# Dirac Landau levels in a uniform magnetic field

A static uniform magnetic field quantises the transverse motion of a Dirac electron and leaves the motion along the field free. The problem was solved by Rabi (1928); the non-relativistic ladder carries the name of Landau (1930). Below we square the Hamiltonian to find the allowed $|E|$, then return to the first-order equation to count states, because squaring alone hides both the sign of $E$ and the status of the spin label.

## Premises and conventions

- One electron of mass $m$ and charge $-e$, with $e>0$. Formulas are in SI form; numbers are in eV, Å or nm, and K.
- A classical, static, uniform field $\mathbf B=B\hat{\mathbf z}$ with $B>0$, and no electric field.
- Minimal coupling, with kinetic momentum $\boldsymbol\pi=\mathbf p+e\mathbf A$, $\mathbf p=-i\hbar\nabla$ and $\nabla\times\mathbf A=\mathbf B$.
- No other particles and no quantised radiation field.

The Hamiltonian in the standard representation is

$$H=c\,\boldsymbol\alpha\cdot\boldsymbol\pi+\beta mc^2,\qquad \alpha_i=\begin{pmatrix}0&\sigma_i\\ \sigma_i&0\end{pmatrix},\quad \beta=\begin{pmatrix}1&0\\0&-1\end{pmatrix},\quad \Sigma_i=\begin{pmatrix}\sigma_i&0\\0&\sigma_i\end{pmatrix}.\tag{1}$$

From $\sigma_i\sigma_j=\delta_{ij}+i\epsilon_{ijk}\sigma_k$ and block multiplication,

$$\alpha_i\alpha_j=\delta_{ij}+i\epsilon_{ijk}\Sigma_k,\qquad \alpha_i\beta+\beta\alpha_i=0,\qquad \beta^2=1.\tag{2}$$

The spin operator is $\hbar\boldsymbol\Sigma/2$, and $s_z=\pm\tfrac12$ denotes half the eigenvalue of $\Sigma_z$.

## Step 1: algebra of the kinetic momentum

Since $[p_i,f(\mathbf r)]=-i\hbar\,\partial_i f$,

$$[\pi_x,\pi_y]=e[p_x,A_y]+e[A_x,p_y]=-i\hbar e(\partial_xA_y-\partial_yA_x)=-i\hbar eB.\tag{3}$$

The commutators with $\pi_z$ involve $B_x$ and $B_y$ and vanish. We choose a gauge with $A_z=0$ and $\mathbf A$ independent of $z$. Then $\pi_z=p_z$ commutes with $H$ and is replaced by its eigenvalue.

Define the magnetic length $\ell=\sqrt{\hbar/eB}$ and

$$a=\frac{\ell}{\sqrt2\,\hbar}(\pi_x-i\pi_y),\qquad a^\dagger=\frac{\ell}{\sqrt2\,\hbar}(\pi_x+i\pi_y).\tag{4}$$

Using (3), $[a,a^\dagger]=(\ell^2/2\hbar^2)\,2i[\pi_x,\pi_y]=\ell^2eB/\hbar=1$. These are oscillator ladder operators, so $a^\dagger a$ has eigenvalues $N=0,1,2,\dots$ with $a|N\rangle=\sqrt N|N-1\rangle$ and $a^\dagger|N\rangle=\sqrt{N+1}|N+1\rangle$. Multiplying out, $(\pi_x+i\pi_y)(\pi_x-i\pi_y)=\pi_x^2+\pi_y^2-i[\pi_x,\pi_y]=\pi_x^2+\pi_y^2-\hbar eB$, and with $2\hbar^2/\ell^2=2\hbar eB$,

$$\pi_x^2+\pi_y^2=\hbar eB\,(2a^\dagger a+1).\tag{5}$$

The index $N$ counts quanta of cyclotron motion; it is not an angular momentum.

## Step 2: squaring

In $H^2$ the cross terms $mc^3(\alpha_i\beta+\beta\alpha_i)\pi_i$ vanish by (2). The remaining product keeps the order of the $\pi_i$:

$$(\boldsymbol\alpha\cdot\boldsymbol\pi)^2=\alpha_i\alpha_j\pi_i\pi_j=\boldsymbol\pi^2+i\epsilon_{ijk}\Sigma_k\pi_i\pi_j=\boldsymbol\pi^2+i\Sigma_z[\pi_x,\pi_y]=\boldsymbol\pi^2+\hbar eB\,\Sigma_z .$$

Inserting (5),

$$H^2=m^2c^4+c^2p_z^2+\hbar eBc^2\,(2a^\dagger a+1+\Sigma_z).\tag{6}$$

The operators $a^\dagger a$, $\Sigma_z$ and $p_z$ commute with one another, so the eigenvalues of $H^2$ follow by inspection. With $2N+1+2s_z=2n$,

$$E=\pm E_n(p_z),\qquad E_n=\sqrt{m^2c^4+p_z^2c^2+2n\hbar eBc^2},\qquad n=N+\tfrac12+s_z=0,1,2,\dots\tag{7}$$

The value $n=0$ needs $N=0$ and $s_z=-\tfrac12$. Each $n\ge1$ arises in two ways, from $(N,s_z)=(n,-\tfrac12)$ and $(n-1,+\tfrac12)$. The zero-point term $+1$ in (6) is cancelled exactly by $\Sigma_z=-1$, so $E_0$ does not depend on $B$.

## Step 3: back to the first-order equation

Every eigenvalue of $H$ squares to an eigenvalue of $H^2$, but (6) does not say how the states of given $E^2$ divide between the two signs. Moreover $\Sigma_z$ commutes with $H^2$ and not with $H$: from $[\alpha_x,\Sigma_z]=-2i\alpha_y$ and $[\alpha_y,\Sigma_z]=2i\alpha_x$,

$$[H,\Sigma_z]=2ic\,(\alpha_x\pi_y-\alpha_y\pi_x)\neq0 .$$

Since $H$ commutes with $H^2$, it maps each eigenspace of fixed $n$ and $p_z$ into itself. That space is spanned by the spinors

$$\psi=\big(u_1|n-1\rangle,\;u_2|n\rangle,\;u_3|n-1\rangle,\;u_4|n\rangle\big)^{T},\tag{8}$$

where components 1 and 3 have $\Sigma_z=+1$ and components 2 and 4 have $\Sigma_z=-1$. By (4),

$$\boldsymbol\sigma\cdot\boldsymbol\pi=\begin{pmatrix}p_z&\sqrt{2\hbar eB}\,a\\ \sqrt{2\hbar eB}\,a^\dagger&-p_z\end{pmatrix},$$

and both $a|n\rangle=\sqrt n|n-1\rangle$ and $a^\dagger|n-1\rangle=\sqrt n|n\rangle$ stay inside (8). On the coefficients $u_i$ the Hamiltonian is therefore the numerical matrix

$$H_n=\begin{pmatrix}mc^2&K\\K&-mc^2\end{pmatrix},\qquad K=c\begin{pmatrix}p_z&q_n\\q_n&-p_z\end{pmatrix},\qquad q_n=\sqrt{2n\hbar eB}.\tag{9}$$

Here $K^2=c^2(p_z^2+q_n^2)$ times the unit matrix, so $H_n^2=E_n^2$, in accord with (7).

**Case $n\ge1$.** $H_n$ is a Hermitian $4\times4$ matrix whose eigenvalues can only be $\pm E_n$, and its trace is zero. Hence $+E_n$ and $-E_n$ each occur twice.

**Case $n=0$.** The ket $|-1\rangle$ does not exist, so only $u_2$ and $u_4$ remain, and $H_0$ is the $2\times2$ matrix with diagonal $(mc^2,-mc^2)$ and off-diagonal element $-cp_z$. It is traceless, so $+E_0$ and $-E_0$ each occur once.

Each basis state, an oscillator ket $|N\rangle$ in one of four components, belongs to exactly one $n$, so these blocks exhaust the spectrum. The spin multiplicity for each sign of the energy is $g_0=1$ and $g_{n\ge1}=2$.

The positive-energy eigenvectors are

$$u=\sqrt{\frac{E_n+mc^2}{2E_n}}\begin{pmatrix}\chi\\ K\chi/(E_n+mc^2)\end{pmatrix},\qquad \chi^\dagger\chi=1.\tag{10}$$

The lower row of $H_nu=E_nu$ fixes the small component, and the upper row then holds because $K^2=(E_n-mc^2)(E_n+mc^2)$; the same identity gives the normalisation. The label $s_z$ in (7) can be read as the spin of the upper component $\chi$. Write $\varepsilon_n=E_n(0)$. At $p_z=0$ the matrix $K$ flips the spin, the upper and lower weights are $(\varepsilon_n\pm mc^2)/2\varepsilon_n$, and so

$$\langle\Sigma_z\rangle=\pm\,mc^2/\varepsilon_n\quad\text{for}\quad s_z=\pm\tfrac12 .$$

**A conserved label.** Split $H=c\alpha_zp_z+H_\perp$ with $H_\perp=c(\alpha_x\pi_x+\alpha_y\pi_y)+\beta mc^2$ and $H_\perp^2=\varepsilon_n^2$ in block $n$. Both $\beta$ and $\Sigma_z$ anticommute with $\alpha_x$ and $\alpha_y$, so $\beta\Sigma_z$ commutes with $H_\perp$. The matrix $\alpha_z$ anticommutes with $H_\perp$ and with $\beta\Sigma_z$, and therefore commutes with their product. Thus

$$\Lambda=\beta\Sigma_zH_\perp/\varepsilon_n,\qquad [\Lambda,H]=0,\qquad \Lambda^2=1.\tag{11}$$

At $p_z=0$ and positive energy $\Lambda=\beta\Sigma_z$, which equals $2s_z$ on the states (10) with $\chi$ up or down. The eigenvalues $\pm1$ cannot change as $p_z$ varies continuously, so the two positive-energy states of a level $n\ge1$ can always be chosen with $\Lambda=+1$ and $-1$, and the level $n=0$ has $\Lambda=-1$.

**Negative energies.** These branches describe positrons of energy $+E_n$; the lowest positron level has its spin along $\mathbf B$. The gap between the branches is $2mc^2$ at any $B$, and the Hamiltonian is static with no electric field, so the field creates no pairs.

## Step 4: orbital degeneracy

Define the guiding-centre coordinates $X=x-\pi_y/eB$ and $Y=y+\pi_x/eB$. From $[x,\pi_x]=[y,\pi_y]=i\hbar$ and (3), $[X,\pi_x]=i\hbar-i\hbar=0$ and $[Y,\pi_y]=i\hbar-i\hbar=0$, while $[X,\pi_y]$ and $[Y,\pi_x]$ vanish term by term. Both operators commute with $H$, and

$$[X,Y]=\frac{i\hbar}{eB}+\frac{i\hbar}{eB}-\frac{i\hbar}{eB}=i\ell^2 .$$

Two conserved operators that fail to commute force a degeneracy. To count it, take the gauge $\mathbf A=(0,Bx,0)$, in which $\pi_y=p_y+eBx$ and $X=-p_y/eB$. With $\xi=(x-X)/\ell$, (4) becomes $a=-i(\partial_\xi+\xi)/\sqrt2$, so $|N\rangle$ is $i^N\phi_N(\xi)\,e^{ip_yy/\hbar}$, with $\phi_N$ the normalised Hermite function. Periodic boundary conditions over $L_y$ space $p_y$ by $h/L_y$, and the centres by $\Delta X=h/(eBL_y)$. Requiring $0<X<L_x$ with $L_x\gg\ell$ gives $L_x/\Delta X$ states, or per area

$$\frac{eB}{h}=\frac{1}{2\pi\ell^2}\tag{12}$$

for each spin state, each $p_z$ and each sign of $E$: one state per flux quantum $h/e$. Quantising $p_z$ in the same way, level $n$ holds $g_n\,(eB/h)\,dp_z/h$ electron states per volume in the interval $dp_z$.

## Step 5: field scale and limits

Let $\omega_c=eB/m$. Factoring $m^2c^4$ out of (7),

$$E_n=mc^2\sqrt{1+(p_z/mc)^2+2nb},\qquad b=\frac{B}{B_c}=\frac{\hbar\omega_c}{mc^2}=\frac{(\hbar/mc)^2}{\ell^2},\qquad B_c=\frac{m^2c^2}{e\hbar}=4.414\times10^{9}\ \text{T}.\tag{13}$$

At $B_c$ the cyclotron quantum equals the rest energy and $\ell$ equals the reduced Compton wavelength $\hbar/mc$. Nothing in (7) is singular there.

Set $W=p_z^2/2m+n\hbar\omega_c$, so that $E_n=mc^2\sqrt{1+2W/mc^2}$. For $W\ll mc^2$,

$$E_n-mc^2=W-\frac{W^2}{2mc^2}+\dots\tag{14}$$

The first term is $p_z^2/2m+\hbar\omega_c(N+\tfrac12)+2\mu_BBs_z$ with $\mu_B=e\hbar/2m$: the Landau ladder plus a Zeeman energy with $g=2$. The pairing of $(N,+\tfrac12)$ with $(N+1,-\tfrac12)$ exists because the Zeeman splitting equals the cyclotron quantum. The second term lowers level $n$ by $n^2b\,\hbar\omega_c/2$ at $p_z=0$ and makes the ladder anharmonic. For $2nb\gg1$ and $p_z=0$, $\varepsilon_n\approx c\sqrt{2n\hbar eB}$, independent of the mass.

## Step 6: the resonance photon energy

A line energy is a difference of levels at different $p_z$, because the photon delivers momentum along $\mathbf B$. Let an electron with $n=0$, $p_z=0$ absorb a photon of energy $\hbar\omega=w\,mc^2$ that travels in vacuum at angle $\theta$ to the field. Translation along $z$ is a symmetry, so the final momentum is $p_z=(\hbar\omega/c)\cos\theta$; the transverse momentum only displaces the guiding centre, at no cost in energy. Energy conservation with (13) reads $(1+w)^2=1+w^2\cos^2\theta+2nb$, that is $w^2\sin^2\theta+2w-2nb=0$. The positive root gives

$$\hbar\omega_n(\theta)=mc^2\,\frac{\sqrt{1+2nb\sin^2\theta}-1}{\sin^2\theta}.\tag{15}$$

At $\theta=90^\circ$ this is $\varepsilon_n-mc^2$. As $\theta\to0$ it tends to $n\hbar\omega_c$, so recoil cancels the relativistic lowering there. Equation (15) is kinematic and says nothing about line strengths.

## Range of validity

Equations (7) and (12) are exact for the Hamiltonian (1) at any $B$. The limits come from the premises.

**Anomalous moment.** To first order in the fine-structure constant $\alpha$, and for $b\ll1$, radiative corrections add the term $a_e\mu_BB\,\beta\Sigma_z$ to $H$, with $a_e=\alpha/2\pi$ (Schwinger, 1948). Since $\alpha_z$ anticommutes with both $H_\perp$ and $\beta\Sigma_z$, the square is $c^2p_z^2+(H_\perp+a_e\mu_BB\beta\Sigma_z)^2$, and expanding the bracket with (11),

$$E^2=c^2p_z^2+(\varepsilon_n+\Lambda\,a_e\mu_BB)^2.\tag{16}$$

The pair in each level $n\ge1$ splits by $a_e\hbar\omega_c$ at $p_z=0$, where transitions that keep $\Lambda$ are unshifted at this order. For $b\gtrsim1$ a constant $a_e$ no longer represents the self-energy.

**Radiative width.** The dipole rate is $\Gamma=4\alpha\omega_c^3|\langle0|\mathbf r|1\rangle|^2/3c^2$. The part of $\mathbf r$ that changes $N$ is $(x-X,\,y-Y)=(\pi_y,-\pi_x)/eB$. By (4) each component contributes $\ell^2/2$, so $|\langle0|\mathbf r|1\rangle|^2=\ell^2=\hbar/m\omega_c$ and $\hbar\Gamma=\tfrac43\alpha\,b\,\hbar\omega_c$ for $b\ll1$.

**Thermal motion along the field.** For initial velocity $v_z$, the change of $p_z^2/2m$ on absorption adds $\hbar\omega(v_z/c)\cos\theta$ to the resonance energy. With $\langle p_z^2\rangle=mk_BT$ the rms Doppler width is $\hbar\omega_c\sqrt{k_BT/mc^2}\,|\cos\theta|$. At $90^\circ$ this vanishes, and expanding $E_1-E_0$ at fixed $p_z$ to order $p_z^2$ leaves a mean lowering of $(\varepsilon_1-mc^2)\,k_BT/2\varepsilon_1$.

**Other charges and the medium.** The electron must be unbound, in a plasma dilute enough that collisions and the refractive index matter little. The Coulomb scale for an electron localised within $\ell$ of a proton is $e^2/4\pi\epsilon_0\ell$. Vacuum polarisation changes the refractive index by an amount of order $\alpha b^2$ or less for $b\ll1$.

**Uniformity.** The field must be constant over $\ell$ for the levels to exist, and over the whole absorbing region for the line to be sharp.

## Numerical illustration: $B=10^8$ T

The field $B=10^8$ T is assumed, as a typical order of magnitude for the line-forming region of an accreting neutron star. With $mc^2=511.0$ keV it gives $\hbar\omega_c=11.58$ keV and $b=0.02266$. The magnetic length is $\ell=0.0257$ Å, against $\hbar/mc=0.00386$ Å, and (12) gives $242$ states per Å$^2$. The entries below are computed from unrounded constants and are in keV.

| $n$ | $g_n$ | $n\hbar\omega_c$ | $\varepsilon_n-mc^2$ | shift from $n\hbar\omega_c$ | $\varepsilon_n-\varepsilon_{n-1}$ | $\hbar\omega_n(45^\circ)$ |
|---|---|---|---|---|---|---|
| 1 | 2 | 11.58 | 11.45 | $-0.13$ | 11.45 | 11.51 |
| 2 | 2 | 23.15 | 22.65 | $-0.50$ | 11.20 | 22.90 |
| 3 | 2 | 34.73 | 33.62 | $-1.11$ | 10.97 | 34.16 |

The fundamental at $90^\circ$ lies $1.1$ per cent below the non-relativistic value, the ratio of the second resonance to the first is $1.98$, and $|\langle\Sigma_z\rangle|=0.978$ in level 1.

The neglected effects compare with the $0.13$ keV shift as follows, for an assumed typical electron temperature of $5\times10^7$ K, where $k_BT=4.3$ keV, and an assumed typical stellar radius $R_\star=12$ km.

- Anomalous splitting: $a_e=1.16\times10^{-3}$ gives about $13$ eV, a tenth of the shift. This is why the table stops at $0.01$ keV.
- Radiative width of level 1: $2.6$ eV, so the splitting exceeds the width.
- Doppler width: $\sqrt{k_BT/mc^2}=0.092$ gives $1.1\,|\cos\theta|$ keV, which exceeds the shift except close to $90^\circ$. The second-order lowering at $90^\circ$ is $0.05$ keV.
- Coulomb scale: $0.56$ keV, larger than the shift but well below $k_BT$, so the table applies to unbound electrons only.
- Vacuum index: $\alpha b^2=3.7\times10^{-6}$, negligible.
- Field gradient: for a dipole, $B\propto r^{-3}$ gives $|\Delta B|/B=3\Delta r/R_\star$, so a height range of $44$ m moves the line as much as the relativistic shift does.

A distant observer also sees every energy divided by $1+z$. With an assumed typical surface redshift $z=0.3$, the model's fundamental at $90^\circ$ appears at $8.8$ keV. Cyclotron lines of accreting neutron stars typically lie between about 10 and 100 keV, so the assumed field sits at the low end of that class. The redshift cancels in the ratio of resonances, which for one field strength and one angle depends on $b\sin^2\theta$ alone.

**The same algebra in a two-dimensional channel.** Near one valley of graphene the band Hamiltonian is $v(\sigma_x\pi_x+\sigma_y\pi_y)$, where $\boldsymbol\sigma$ acts on the two sublattices. This is the block $\boldsymbol\sigma\cdot\boldsymbol\pi$ of Step 3 with $p_z=0$ and $c\to v$. On the pair $(|n-1\rangle,|n\rangle)$ it has eigenvalues $\pm v\sqrt{2n\hbar eB}$, once each, and $n=0$ gives a single state at zero energy. Two valleys and two real spins make every level fourfold per flux quantum. With a typical band velocity $v=1.0\times10^6$ m/s and an assumed $B=10$ T, $\ell=8.11$ nm is far above the typical lattice constant of $0.25$ nm, as the continuum form requires. The model's first two levels lie at $0.11$ and $0.16$ eV, each holding $4eB/h=9.67\times10^{-3}$ states per nm$^2$, and the neglected Zeeman splitting $2\mu_BB$, for an assumed $g=2$, is $1.2$ meV.